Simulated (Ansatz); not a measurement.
## Sc3SnB: the change of energy above lowest point with volume scale

Free energy against uniform scaling of the volume at fixed shape and fractions; periodic cell, basis, potentials, k mesh and filling as listed. The results are calculated, by Ansatz 0.2.0.

The cell before it is scaled or strained (space group Pm-3m, No. 221):
```
Sc3SnB
1.0
      4.5710     0.0000     0.0000
      0.0000     4.5710     0.0000
      0.0000     0.0000     4.5710
Sc Sn B
3 1 1
Direct
  0.00000 0.50000 0.50000
  0.50000 0.00000 0.50000
  0.50000 0.50000 0.00000
  0.00000 0.00000 0.00000
  0.50000 0.50000 0.50000
```

Settings of every row: functional PBEsol; dispersion none; potentials PAW; wave cutoff 450 eV; density cutoff 1800 eV; k mesh 5x5x5; k shift 0x0x0; occupations fermi dirac; smearing width 0.05 eV; spin none.

Limits: coarse k mesh, up to 40 meV an atom off.

| row | volume scale | V (Å³/atom) | energy above lowest point (meV/atom) |
| --- | --- | --- | --- |
| 1 | 0.88 | 16.809 | 127.7 |
| 2 | 0.92 | 17.573 | 59.8 |
| 3 | 0.96 | 18.337 | ? |
| 4 | 1 | 19.101 | 0.3 |
| 5 | 1.04 | 19.865 | 0 |
| 6 | 1.08 | 20.629 | 14.9 |
| 7 | 1.12 | 21.393 | 42.4 |

Question: what energy above lowest point should row 3 give?

Worked fit of energy above lowest point. Take u = (V_r/V)^(2/3) − 1 with V_r = 19.483 Å³ an atom, which is twice the finite (Eulerian) strain; such expansions in the strain, on which the Birch-Murnaghan equation of state is built, carry the rest volume and the bulk modulus. The shown rows have u = 0.10342, 0.07121, 0.01329, -0.01286, -0.03739, -0.06044. Least squares give energy above lowest point = −1.94 + 5.68 × u + 12169 × u² − 1002 × u³ meV/atom; a parabola predicts inner rows, each left out in turn, worse (root mean square 0.17 against 0.035 meV/atom). All shown rows lie on it to the printed digit. Its lowest point lies at u = -0.0002, or V = 19.49 Å³ an atom, and the curvature there gives the bulk modulus at fixed shape and fractions, B = (4/9)(1 + u)² E″(u)/V = 88.9 GPa. The withheld row has u = 0.04124, so the fit gives −1.94 + 5.68 × (0.04124) + 12169 × (0.04124)² − 1002 × (0.04124)³ = 18.9 meV/atom.

The calculation gave 18.9 meV/atom. The fit meets it to the printed digit.
